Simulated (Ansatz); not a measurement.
Si: do energies and stresses tell the same story?

These are results of DFT LDA, scalar-relativistic, plane waves, PAW (Ansatz 0.2.0), not measurements.

Cutoff 420 eV; k points 12×12×4 on the computed 8-atom cell (Γ-centred); Gaussian smearing, width 0.02 eV; no spin polarisation.

Relaxed cell: P6_3/mmc, a = 3.810 Å, b = 3.810 Å, c = 12.522 Å, α = 90.00°, β = 90.00°, γ = 120.00°, 8 atoms in the primitive cell. This form isn't the element's structure at ambient conditions.

Energies at zero smearing and pressures from the stress tensor, at volumes with shape and atoms relaxed:
```tsv
V (Å³/atom)	E − E(first) (meV/atom)	P (GPa)
18.497	0.00	6.80
19.088	-18.12	3.13
19.678	-23.73	0.00
20.268	-18.65	-2.68
20.859	-4.45	-4.97
```

**Question.** Check P = −dE/dV between neighbouring volumes, and get the bulk modulus from the pressures alone.

**Answer.** With 1 eV/Å³ = 160.2 GPa:
```
middle V (Å³/atom)  −ΔE/ΔV (GPa) mean P (GPa)
            18.793         4.916         4.964
            19.383         1.524         1.564
            19.973        -1.378        -1.343
            20.564        -3.855        -3.824
```

The two differ by 0.05 GPa at most. The mean of two end pressures misses the average over a step by about ΔV² P″/12, up to 0.05 GPa here; with that taken off 0.00 GPa remains. Around V = 19.678 Å³/atom, the two neighbours give B = −V ΔP/ΔV = 19.678 × 5.81 / 1.181 = 96.9 GPa, against B0 = 96.4 GPa from the Birch–Murnaghan fit of the energies.

Cost: 6 runs of about 15 core-minutes in all, on Intel Xeon Processor @ 2.50GHz (Skylake/Cascade Lake) (shared hosts).

Energies and stresses do tell the same story: the remaining mismatch has the same sign in every interval and comes from the curvature of P(V), not from a fault in the stress. This suggests that Pulay stress from the finite plane-wave basis is negligible over this range. The curvature itself is physical. Each equal expansion lowers the pressure by less than the one before, because the short-range repulsion falls off steeply and the stretched covalent bonds resist further expansion less.

The symmetry, cell shape and atom count point to the 4H polytype, which keeps the tetrahedral sp³ network of diamond-structure silicon and changes only the stacking of its bilayers. A bulk modulus of 96.9 GPa from the pressures, close to that of the cubic form, is therefore expected, since compression is governed mainly by the nearest-neighbour bonds and hardly by the stacking. The agreement between the two routes is a test of internal consistency only: an error of the functional enters energy and stress alike and would go unnoticed.
